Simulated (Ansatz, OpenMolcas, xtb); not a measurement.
**CH7GaSi (SMILES [CH3][GaH][SiH3]): the HOMO–LUMO gap, rung by rung**

The species is CH7GaSi (10 atoms), meant as a singlet with charge 0. SMILES: `[CH3][GaH][SiH3]`. The shape is that of a PBE0-D4/def2-TZVP optimisation.

Each level gives the HOMO–LUMO gap (eV). The values are calculated.

```tsv
level	kind	program	value (eV)	CPU time
GFN1-xTB	semi-empirical	xtb	3.65	under 2 s
HF/6-31G* (spherical functions)	Hartree–Fock	Ansatz	10.79	2.8 s
SVWN5/6-31G* (spherical functions)	LDA	Ansatz	3.60	4.8 s
PBE/6-31G* (spherical functions)	GGA	Ansatz	3.73	7.1 s
TPSS/6-31G* (spherical functions)	meta-GGA	OpenMolcas	3.99	60 s
PBE0/6-31G* (spherical functions)	global hybrid	Ansatz	5.60	9.1 s
wB97M-V/6-31G* (spherical functions)	range-separated hybrid	Ansatz	9.26	1.8 min
wB97X/6-31G* (spherical functions)	range-separated hybrid	Ansatz	9.69	34 s
B2PLYP/6-31G* (spherical functions)	double hybrid	OpenMolcas	7.49	25 s
```

All-electron rows without a relativistic Hamiltonian named are non-relativistic. The values span 3.60 to 10.79 eV. Orbital gaps aren't excitation energies, and those of double hybrids come from the SCF part alone; they tend to grow with the share of exact exchange. CPU times are rough (shared hosts, several kinds of processor): they show what a rung costs within a factor of a few.

The frontier-orbital gap depends more on the treatment of exchange than on the choice among semi-local functionals: SVWN5, PBE and TPSS stay between 3.60 and 3.99 eV, while PBE0 gives 5.60 eV and Hartree–Fock 10.79 eV. Both range-separated hybrids lie above B2PLYP, probably because full long-range exchange separates the occupied and empty levels more strongly than a fixed global fraction does.

Chemically, trivalent gallium has an electron sextet and a formally empty p orbital, which probably dominates the LUMO. The HOMO is probably the Ga–Si σ bond, since silicon is less electronegative than carbon and its bond to gallium is more polarisable and higher in energy than Ga–C. The small semi-local gaps are therefore no evidence of diradical character or of unusual reactivity. Nor does the closeness of GFN1-xTB to the semi-local values corroborate them independently. Without diffuse functions, the LUMO energy is also a poor guide to whether the molecule binds an extra electron.
